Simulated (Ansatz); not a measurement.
# Ba: energy change per atom and pressure against volume scale

Results calculated with Ansatz 0.2.0, not measured. Plane-wave DFT, scalar-relativistic PAW made under PBE with cores redone for the functional, no dispersion; the given relaxed cell is scaled uniformly, energy at zero smearing counts from the unscaled cell, pressure at the given Fermi-Dirac smearing is positive in compression.

The cell before it is scaled or strained (space group Pm-3m, No. 221):
```
CELL_PARAMETERS angstrom
3.80810 0.00000 0.00000
0.00000 3.80810 0.00000
0.00000 0.00000 3.80810
ATOMIC_POSITIONS crystal
Ba 0.00000 0.00000 0.00000
```

Settings of every row: spin polarised no; functional PBEsol; wave cutoff 420 eV; smearing width 0.1 eV; k mesh 9x9x9.

Atom starting moment: 0 on all atoms.

Limits: no spin-orbit coupling, which can matter with elements this heavy; the cell comes from a prototype or a list of computed structures and needn't be the stable phase.

```
row  volume scale  V (Å³/atom)  energy change per atom (meV)  pressure (GPa)
  1          0.88       48.597                         28.27            1.33
  2          0.92       50.806                         12.82            0.85
  3          0.96       53.015                          3.62            0.43
  4          1.04       57.433                             ?               ?
  5          1.08       59.642                          6.46           -0.48
  6          1.12        61.85                          15.1           -0.68
```

Question: what energy change per atom and pressure should row 4 give?

Worked fit of energy change per atom. Take u = (V_r/V)^(2/3) − 1 with V_r = 53.015 Å³ an atom, which is twice the finite (Eulerian) strain; such expansions in the strain, on which the Birch-Murnaghan equation of state is built, carry the rest volume and the bulk modulus. The shown rows have u = 0.05972, 0.02878, 0, -0.07552, -0.09765. Least squares give energy change per atom = 3.644 + 213.55 × u + 3368.3 × u² meV; a straight line predicts inner rows, each left out in turn, worse (root mean square 8.9 against 0.34 meV). The rows lie off it by -0.14, 0.24, -0.02, -0.27, 0.19 (root mean square 0.19 meV). The withheld row has u = -0.05196, so the fit gives 3.644 + 213.55 × (-0.05196) + 3368.3 × (-0.05196)² = 1.64 meV.

The calculation gave 1.2 meV. The fit lies 0.44 meV (37 % of the value, 1.6 % of the column's range) above it; its largest miss of a shown row is 0.27 meV.

Worked fit of pressure. Take u = (V_r/V)^(2/3) − 1 with V_r = 53.015 Å³ an atom, which is twice the finite (Eulerian) strain; such expansions in the strain, on which the Birch-Murnaghan equation of state is built, carry the rest volume and the bulk modulus. The shown rows have u = 0.05972, 0.02878, 0, -0.07552, -0.09765. Least squares give pressure = 0.43 + 13.73 × u + 23.6 × u² GPa; a straight line predicts inner rows, each left out in turn, worse (root mean square 0.063 against 0.0092 GPa). The rows lie off it by 0.00, 0.01, 0.00, -0.01, 0.01. The pressure vanishes at u = -0.0332, or V = 55.77 Å³ an atom, and there the bulk modulus at fixed shape and fractions is B = −V dP/dV = (2/3)(1 + u) dP/du = 7.84 GPa. The withheld row has u = -0.05196, so the fit gives 0.43 + 13.73 × (-0.05196) + 23.6 × (-0.05196)² = -0.22 GPa.

The calculation gave -0.23 GPa. The fit lies 0.01 GPa (0.5 % of the column's range) above it, one unit of the last digit.
